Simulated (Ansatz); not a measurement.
A series in volume scale on Tl

Results calculated with Ansatz 0.2.0, not measured. Plane-wave DFT, scalar-relativistic PAW made under PBE with cores redone for the functional, no dispersion; the given relaxed cell is scaled uniformly, energy at zero smearing counts from the unscaled cell, pressure at the given Fermi-Dirac smearing is positive in compression.

The cell before it is scaled or strained (space group P6_3/mmc, No. 194):
```
Tl
1.0
      3.5487     0.0000     0.0000
     -1.7744     3.0733     0.0000
      0.0000     0.0000    11.4512
Tl
4
Direct
  1.00000 0.00000 1.00000
  1.00000 1.00000 0.50000
  0.33333 0.66667 0.25000
  0.66667 0.33333 0.75000
```

Settings of every row: spin polarised no; functional PBE; wave cutoff 420 eV; smearing width 0.1 eV; k mesh 12x12x3.

Atom starting moment: 0 on all atoms.

Limits: no spin-orbit coupling, which can matter with elements this heavy; the cell comes from a prototype or a list of computed structures and needn't be the stable phase.

```
row  volume scale  V (Å³/atom)  pressure (GPa)  energy change per atom (meV)
  1          0.88       27.476            4.89                         49.63
  2          0.92       28.725            2.85                         20.16
  3          0.96       29.973            1.28                          4.67
  4          1.04       32.471               ?                             ?
  5          1.08        33.72           -1.62                         13.97
  6          1.12       34.969           -2.18                         29.26
```

Question: what pressure and energy change per atom should row 4 give?

Worked fit of pressure. Take u = (V_r/V)^(2/3) − 1 with V_r = 29.973 Å³ an atom, which is twice the finite (Eulerian) strain; such expansions in the strain, on which the Birch-Murnaghan equation of state is built, carry the rest volume and the bulk modulus. The shown rows have u = 0.0597, 0.02876, 0, -0.07553, -0.09767. Least squares give pressure = 1.28 + 50.76 × u + 159.1 × u² GPa; a straight line predicts inner rows, each left out in turn, worse (root mean square 0.42 against 0.033 GPa). The rows lie off it by 0.01, -0.02, 0.00, 0.03, -0.02. The pressure vanishes at u = -0.0276, or V = 31.26 Å³ an atom, and there the bulk modulus at fixed shape and fractions is B = −V dP/dV = (2/3)(1 + u) dP/du = 27.2 GPa. Letting shape and atoms relax would as a rule lower it, by much in layered, chain or molecular crystals. The withheld row has u = -0.05197, so the fit gives 1.28 + 50.76 × (-0.05197) + 159.1 × (-0.05197)² = -0.93 GPa.

The calculation gave -0.89 GPa. The fit lies 0.04 GPa (4.5 % of the value, 0.57 % of the column's range) below it; its largest miss of a shown row is 0.03 GPa.

Worked fit of energy change per atom. Take u = (V_r/V)^(2/3) − 1 with V_r = 29.973 Å³ an atom, which is twice the finite (Eulerian) strain; such expansions in the strain, on which the Birch-Murnaghan equation of state is built, carry the rest volume and the bulk modulus. The shown rows have u = 0.0597, 0.02876, 0, -0.07553, -0.09767. Least squares give energy change per atom = 4.718 + 367.22 × u + 6377.2 × u² meV; a straight line predicts inner rows, each left out in turn, worse (root mean square 17 against 0.7 meV). The rows lie off it by 0.26, -0.39, -0.05, 0.61, -0.43 (root mean square 0.39 meV). The withheld row has u = -0.05197, so the fit gives 4.718 + 367.22 × (-0.05197) + 6377.2 × (-0.05197)² = 2.86 meV.

The calculation gave 3.73 meV. The fit lies 0.87 meV (23 % of the value, 1.9 % of the column's range) below it; its largest miss of a shown row is 0.61 meV.
